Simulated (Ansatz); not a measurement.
## From three elastic constants to directional properties of GaSb

Computed with Ansatz 0.2.0, DFT PBEsol, scalar-relativistic, plane waves, PAW. Cutoff 420 eV, 8×8×8 k-points (Γ-centred), Fermi-Dirac smearing of 0.15 eV. No spin polarisation.

The cell is fixed (symmetry leaves no force on the atoms) and stands under 0.1 GPa:
```
Ga Sb
1.0
     0.00000    3.05520    3.05520
     3.05520    0.00000    3.05520
     3.05520    3.05520    0.00000
Ga Sb
1 1
Direct
  0.00000 0.00000 0.00000
  0.25000 0.25000 0.25000
```

The cell is the ideal cubic zincblende prototype. Without a gap, frequencies and elastic constants depend on the k mesh and the smearing, soft modes and shear constants most.

With ions relaxed, on the cubic axes: C11 = 79.4, C12 = 37.0, C44 = 36.1 GPa. The density is 5.575 g/cm³.

Question: Is the crystal stable against strain, and how anisotropic is it?

Answer: Born's conditions hold: C11 + 2C12 = 153.3, C11 − C12 = 42.4 and C44 = 36.1 GPa are all positive. B = (C11 + 2C12)/3 = 51.1 GPa. The two shear moduli are C44 and C′ = (C11 − C12)/2 = 21.2 GPa, so Zener's ratio is A = C44/C′ = 1.70: the tetragonal shear C′ is the soft one, as in many fcc and bcc metals and zincblende crystals. The Cauchy pressure C12 − C44 is 0.9 GPa; it would vanish for pair forces between atoms on inversion centres at zero pressure, and here it is small.

Question: Give the sound speeds along the three symmetry directions.

Answer: The Christoffel equation gives ρv² for each branch:
```tsv
direction	branch	ρv²	GPa	v (m/s)
[100]	L	C11	79.4	3773
[100]	T (×2)	C44	36.1	2545
[110]	L	(C11 + C12 + 2C44)/2	94.3	4112
[110]	T, u ∥ [001]	C44	36.1	2545
[110]	T, u ∥ [1-10]	(C11 − C12)/2	21.2	1951
[111]	L	(C11 + 2C12 + 4C44)/3	99.2	4219
[111]	T (×2)	(C11 − C12 + C44)/3	26.2	2167
```

Question: How does Young's modulus depend on direction?

Answer: Inverting gives S11 = 17.891, S12 = -5.683, S44 = 27.701 TPa⁻¹. Along a unit vector (l, m, n), 1/E = S11 − 2(S11 − S12 − S44/2)(l²m² + m²n² + n²l²), where the last bracket is 0, 1/4 and 1/3 for [100], [110] and [111]: E = 56, 77 and 88 GPa. With A > 1 the body diagonal is stiffest. For a film on (001), the biaxial modulus is C11 + C12 − 2C12²/C11 = 82 GPa and the normal strain is −2C12/C11 = -0.93 times the in-plane one.

The bands only touch here, so at this level the crystal is a zero-gap semiconductor or semimetal, not an ordinary metal; spin–orbit coupling, left out, can open or move such a gap.

Cost: 2 runs of about 1.4 core-minutes in all, on Intel Xeon 6975P-C (Granite Rapids) (shared hosts).

The stiffness follows the directional sp³ bonding network. Pulling along [111], parallel to one set of bonds, must stretch them, whereas pulling along [100] is accommodated largely by opening and closing bond angles, which costs less energy. Hence Young's modulus rises from 56 to 88 GPa, and the slowest sound wave is the [110] shear mode governed by C′. The small Cauchy pressure is no evidence of central forces: zincblende sites lack inversion symmetry, so angular forces and internal sublattice displacement can nearly cancel in it.

The touching bands contradict the well-established direct gap of GaSb. The likely cause is the semilocal functional, which places the antibonding, s-like conduction minimum at Γ too low relative to the p-like valence top. Spin–orbit coupling would not be expected to cure this, since it pushes the valence top upwards. The calculation therefore supports the elastic anisotropy qualitatively, but not a semimetallic ground state. Positive elastic moduli establish stability against homogeneous strain only, not against phonons of finite wavevector.
